# Naming five methods from one ionisation energy

Two aluminium atoms are bonded directly to each other, and each carries two hydrogen atoms, all in one plane. One electron is removed from this Al₂H₄ molecule while the nuclei stay where they are. The energy required is the vertical ionisation energy. Other arrangements of the same atoms lie lower in energy, so the value belongs to this shape only.

Five methods have computed it in the same small basis set. The table shows how far each result lies from the best estimate at the basis limit, with the names of the methods removed. Which method produced which row?

Vertical ionisation energy of Al₂H₄ by HF, MP2, coupled cluster and AFQMC in the cc-pVDZ basis with frozen cores, computed with the in-house AFQMC program afq 1 and Ansatz 0.2.0. The neutral singlet is based on RHF and the doublet cation on UHF, both at the PBE0/def2-TZVP geometry. The best estimate uses released AFQMC as its reference level beyond CCSD(T). Candidates: CCSD(T), ph-AFQMC/CISD, MP2, HF, CCSD.

```csv
row,this level less the best estimate at the basis limit (meV),"statistical noise, one standard error (meV)"
A,-237.0,9.000
B,-257.0,0.000
C,-249.0,0.000
D,-826.0,0.000
E,-299.0,0.000
```

Four labelled results for the same molecule serve as landmarks. At the complete-basis limit (CBS), HF is in error by −878 meV, MP2 by −50 meV and CCSD(T) by −7 meV. In the small basis, released AFQMC, a random walk freed of its usual constraint, gives −236 meV. A negative error means that the electron comes off too easily.

## What leaves with the electron

In Hartree–Fock theory each electron feels only the average field of the others. Real electrons also avoid one another from moment to moment, and the energy gained in this way is the correlation energy. Electrons of equal spin are already kept apart by the exclusion principle, so most of the gain comes from pairs of opposite spin. In the neutral molecule such pairs supply about 3.3 of the 3.6 eV of correlation energy that MP2 finds.

The neutral molecule has ten valence electrons in five filled orbitals. When one of them leaves, its former partner stays behind alone, and the ion has fewer pairs to correlate. Correlation therefore usually stabilises a closed-shell molecule more than its ion, and a method without it puts the two too close together. The orbitals of the ion were optimised separately, so their adjustment to the new charge is already included in the HF value.

The other methods add correlation in different ways. MP2 estimates it in the lowest order, pair by pair. CCSD lets the pair motions influence one another, and CCSD(T) adds an estimate for three electrons moving together. AFQMC samples the correlated state by random walks.

## From values to names

The released walk comes close to an exact treatment within the small basis, yet it lies far below the best estimate. Most of that distance must come from the basis, which the five hidden rows share. A good method should therefore land near −236 meV, not near zero.

Row A is the only one with statistical noise. Of the five candidates only phaseless AFQMC uses random sampling, so this assignment is certain.

Row D is equally clear. It lies 527 meV below the next lowest row, as a method without correlation should, and only 52 meV from the HF value at the basis limit. D is HF.

Rows B, C and E remain for MP2, CCSD and CCSD(T). At the basis limit MP2 lies 43 meV below CCSD(T), and a similar step should appear in the small basis. If E is MP2, the step is 42 or 50 meV, depending on which of the other two rows is CCSD(T). If B were MP2, the step up to C would be only 8 meV, and every other choice would put MP2 above CCSD(T). E is therefore MP2, provided that the step between the methods survives the change of basis at least roughly.

B and C are hard to separate. They differ by 8 meV, less than the 11 meV noise of the released walk, so the fact that C lies nearer to it is only weak evidence. A sharper attempt assumes that CCSD(T) and MP2 suffer the same basis error. There is a reason to think so: a small basis chiefly fails to describe two electrons at close range, and both methods treat that situation in a similar way.

Let $\Delta$ be the error against the best estimate. The assumption then gives, without any fitted constant,

$$
\Delta_{\text{CCSD(T)}}^{\text{small}} \approx \Delta_{\text{CCSD(T)}}^{\text{CBS}} - \left(\Delta_{\text{MP2}}^{\text{CBS}} - \Delta_{\text{MP2}}^{\text{small}}\right).
$$

With row E as MP2, the bracket is $-50 + 299 = 249$ meV, and the estimate becomes $-7 - 249 = -256$ meV. Row B lies 1 meV away and row C 7 meV away. Taken literally, the estimate names B as CCSD(T), but nothing guarantees that two methods share their basis error to within a few meV.

Counting electrons points the other way. The neutral molecule has one more valence electron than the ion and so more ways for three electrons to move together. The triples correction usually lowers its energy more, which raises the ionisation energy. On this argument the higher value, C, is CCSD(T) and B is CCSD. The choice is likely but not certain.

## The labels

The rows with their labels:

```csv
level,this level less the best estimate at the basis limit (meV),"statistical noise, one standard error (meV)"
HF,-826.0,0.000
MP2,-299.0,0.000
CCSD,-257.0,0.000
CCSD(T),-249.0,0.000
ph-AFQMC/CISD,-237.0,9.000
released AFQMC,-236.0,11.000
HF/CBS,-878.0,0.000
MP2/CBS,-50.0,0.000
CCSD(T)/CBS,-7.0,0.000
```

All five assignments hold, including the doubtful one. The estimate had pointed to the wrong row. The basis shift is 249 meV for MP2 and 242 meV for CCSD(T), so the shared-error assumption is good to about 3 per cent. The remaining 7 meV is nevertheless almost as large as the difference it was meant to resolve. The output printed after the text lists these differences; no model was fitted to any row.

## Why large errors leave small traces

An ionisation energy is a difference between two large energies, and a method is judged only by what fails to cancel. In the small basis MP2 recovers about 3.6 of the 4.8 eV of correlation energy that CCSD(T) finds in the neutral molecule. It falls short by more than 1 eV, yet its ionisation energy is only 50 meV below that of CCSD(T). The ion must therefore suffer nearly the same shortfall. The two states share most of their electron pairs, which makes such a cancellation plausible, though a count of pairs alone does not predict how complete it is.

The triples correction behaves in the same way. It lowers the neutral molecule by 83 meV but raises the ionisation energy by only 8 meV, about a tenth as much. This is why CCSD and CCSD(T) were so hard to tell apart: the correction is substantial in each state and almost equal in both.

HF profits from the same cancellation, but it has far more to cancel. It leaves out the whole correlation energy of both states, which for the neutral molecule is 4.8 eV by CCSD(T) in the small basis. About an eighth of that, 577 meV, does not cancel and appears as the step from HF to CCSD(T).

## What the small basis costs

At the basis limit the same step from HF to CCSD(T) grows to 871 meV. The small basis thus recovers only two thirds of what correlation adds to the ionisation energy. To keep two electrons apart at short range, the wave function needs functions with many angular nodes, and a small basis has few of them. The neutral molecule, with more pairs to correlate, loses more from this lack than the ion does.

HF itself moves the opposite way. Its ionisation energy falls by 52 meV towards the limit, so the larger basis lowers the ion more than the neutral molecule. For CCSD(T) the correlation part rises by $871 - 577 = 294$ meV, and after the fall of HF a net rise of 242 meV remains. The better basis helps through correlation alone, and at the limit HF is further from the best estimate than before.

The two AFQMC rows should be read in this light. Their errors of about −240 meV belong mainly to the basis, not to the random walk. They agree with each other within their noise, although the noise covers neither the bias that the constraint can add to the phaseless walk nor any remainder of the starting state in the released walk. The best estimate was accepted only because the released walk and high-order coupled cluster roughly agreed, so the good standing of AFQMC here is partly built in.

The −7 meV of CCSD(T) at the limit also needs care. The best estimate is that very result plus a small step for higher correlation, so the error is simply this step with its sign reversed, and it is no larger than the statistical noise of the estimate. The result for MP2 says more. At the basis limit this simple method comes closer to the best estimate than any listed method does in the small basis. For this ionisation energy the choice of basis matters more than the choice among the correlated methods.

The analysis program printed:

```
Vertical ionisation energy by level:
             row  energy in eV
              HF         8.379
             MP2         8.906
            CCSD         8.948
         CCSD(T)         8.956
   ph-AFQMC/CISD         8.968
  released AFQMC         8.969
          HF/CBS         8.327
         MP2/CBS         9.155
     CCSD(T)/CBS         9.198
HF in cc-pVDZ less HF at the limit, meV: 52
MP2 less HF in cc-pVDZ, meV: 527
CCSD(T) less MP2 at the limit, meV: 43
CCSD less MP2 in cc-pVDZ, meV: 42
CCSD(T) less MP2 in cc-pVDZ, meV: 50
CCSD(T) less CCSD in cc-pVDZ, meV: 8
MP2 shift from cc-pVDZ to the limit, meV: 249
CCSD(T) shift from cc-pVDZ to the limit, meV: 242
Error of CCSD(T) in cc-pVDZ estimated with the MP2 shift, meV: -256
That estimate less the true CCSD(T) row, meV: -7
That estimate less the CCSD row, meV: 1
The same estimate if the CCSD value were taken for MP2, meV: -214
HF less released AFQMC in cc-pVDZ, meV: -590
MP2 less released AFQMC in cc-pVDZ, meV: -63
CCSD less released AFQMC in cc-pVDZ, meV: -21
CCSD(T) less released AFQMC in cc-pVDZ, meV: -13
Phaseless less released AFQMC in cc-pVDZ, meV: -1
Net triples effect on the gap as share of the triples energy of the neutral, percent: 9.607
Correlation part of the gap, CCSD(T) less HF in cc-pVDZ, meV: 577
Correlation part of the gap, CCSD(T) less HF at the limit, meV: 871
Share of that part recovered in cc-pVDZ, percent: 66.25
```
